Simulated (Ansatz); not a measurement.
## Pb: energy above lowest point as volume scale varies

Results calculated with Ansatz 0.2.0, not measured. Free energy against uniform scaling of the volume at fixed shape and fractions; periodic cell, basis, potentials, k mesh and filling as listed.

The cell before it is scaled or strained (space group Fd-3m, No. 227):
```
cell vectors (Å)
   0.0000     3.4390     3.4390
   3.4390     0.0000     3.4390
   3.4390     3.4390     0.0000
atoms (fractions of the cell vectors)
Pb  0.50000  0.50000  0.50000
Pb  0.75000  0.75000  0.75000
```

Settings of every row: functional LDA; dispersion none; potentials all-electron LAPW; k mesh 6x6x6; k shift 0x0x0; occupations fermi dirac; smearing width 0.1 eV; spin none; relativity none; SCF threshold exponent -9.

Limits: coarse k mesh, up to 40 meV an atom off; no spin-orbit coupling, which can matter with elements this heavy; the cell comes from a prototype or a list of computed structures and needn't be the stable phase.

```csv
row,volume scale,V (Å³/atom),energy above lowest point (meV/atom)
1,0.94,38.232,27.3
2,0.97,39.452,7.9
3,1,40.672,0
4,1.03,41.892,?
5,1.06,43.112,11.3
```

Question: what energy above lowest point should row 4 give?

Worked fit of energy above lowest point. Take u = (V_r/V)^(2/3) − 1 with V_r = 40.062 Å³ an atom, which is twice the finite (Eulerian) strain; such expansions in the strain, on which the Birch-Murnaghan equation of state is built, carry the rest volume and the bulk modulus. The shown rows have u = 0.03166, 0.01028, -0.01002, -0.04774. Least squares give energy above lowest point = 2.67 + 394.9 × u + 12067 × u² meV/atom; a straight line predicts inner rows, each left out in turn, worse (root mean square 12 against 0.2 meV/atom). The rows lie off it by 0.0, -0.1, 0.1, 0.0. Its lowest point lies at u = -0.0164, or V = 41.07 Å³ an atom, and the curvature there gives the bulk modulus at fixed shape and fractions, B = (4/9)(1 + u)² E″(u)/V = 40.5 GPa. The withheld row has u = -0.02934, so the fit gives 2.67 + 394.9 × (-0.02934) + 12067 × (-0.02934)² = 1.5 meV/atom.

The calculation gave 1.6 meV/atom. The fit lies 0.1 meV/atom (0.37 % of the column's range) below it, one unit of the last digit.
